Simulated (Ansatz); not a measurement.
# Sc$_{3}$Al (Pm-3m), a film clamped to a substrate

Level of theory: DFT r2SCAN, scalar-relativistic, plane waves, PAW (Ansatz). Cutoff 500 eV, Γ-centred 12×12×12 k-points, Gaussian smearing of 0.15 eV. No spin polarisation. Energies are free energies at this smearing, counted from the undisturbed cell; pressure is positive in compression.

The starting cell (relaxed at this level; it needn't be the usual structure):

```xyz
4
Lattice="4.4269 0.0000 0.0000 0.0000 4.4269 0.0000 0.0000 0.0000 4.4269" Properties=species:S:1:pos:R:3 pbc="T T T"
Sc    2.2135    0.0000    2.2135
Sc    0.0000    2.2135    2.2135
Sc    2.2135    2.2135    0.0000
Al    0.0000    0.0000    0.0000
```

The cell (4 atoms, V0 = 86.76 Å³) is strained by p along both x and y and by q along z, fractional coordinates fixed. τp = (1/V0) ∂E/∂p = (σxx + σyy)(1 + p)(1 + q) and τq = (1/V0) ∂E/∂q = σzz(1 + p)², with tension positive.

```
     p q  ΔE (meV/atom)  τp (GPa)  τq (GPa)
 0.000   0.000           0.00     -0.10     -0.05
-0.030   0.000          20.02    -10.09     -2.90
 0.030   0.000          16.80      8.11      2.49
 0.000  -0.030           6.93     -2.95     -3.43
 0.000   0.030           5.98      2.43      2.93
```

Question: Get the second derivatives of the energy density.

Answer: Central differences give A = ∂τp/∂p = 303 GPa (C11 + C22 + 2 C12), C = ∂τq/∂q = 106 GPa (C33) and the cross term B = ∂τq/∂p = 90 GPa (C13 + C23); ∂τp/∂q = 90 GPa must equal B, and any difference shows higher-order terms. Steps this large leave an error of some per cent of A or C in all of these, which can swamp a small B. The ions are clamped. In a cubic crystal C11 = C = 106, C12 = B/2 = 45 GPa and A should be 2(C11 + C12) = 302 GPa; the bulk modulus is (C11 + 2 C12)/3 = 65 GPa.

Question: A film of this crystal grows with z along the normal on a substrate that imposes p. How does its thickness respond, and what does the misfit cost?

Answer: Count p and q from the stress-free cell. A free surface needs τq = 0, so q = −(B/C) p = -0.85 p. The energy density left is (A − B²/C) p²/2 = M p², with the biaxial modulus M = 114 GPa; a misfit of 1 % costs 1.54 meV/atom, against 2.05 meV/atom if the thickness were held.

In a metal these slopes depend on the k mesh and the smearing.

The film recovers only part of its misfit energy by changing thickness: the cost of a 1 % misfit falls from 2.05 to 1.54 meV/atom. The response q = -0.85 p is far from conserving volume, so an appreciable dilation or compression remains. This reflects the balance between resistance to volume change and resistance to tetragonal distortion. The bulk modulus of 65 GPa is modest for a transition-metal compound, as expected for a Sc-rich metal with few d electrons to fill bonding states. Compression raises the stress and energy more steeply than equal tension along both strain paths, the usual anharmonicity as short-range repulsion grows and bonding weakens with distance.

Clamping the ions costs nothing here: every atom sits on an inversion centre that homogeneous strain preserves, so no internal relaxation is missing from these constants. C11 exceeds C12, so the cubic cell resists tetragonal distortion, but without C44 neither full elastic stability nor the misfit energy of films grown along other directions follows.
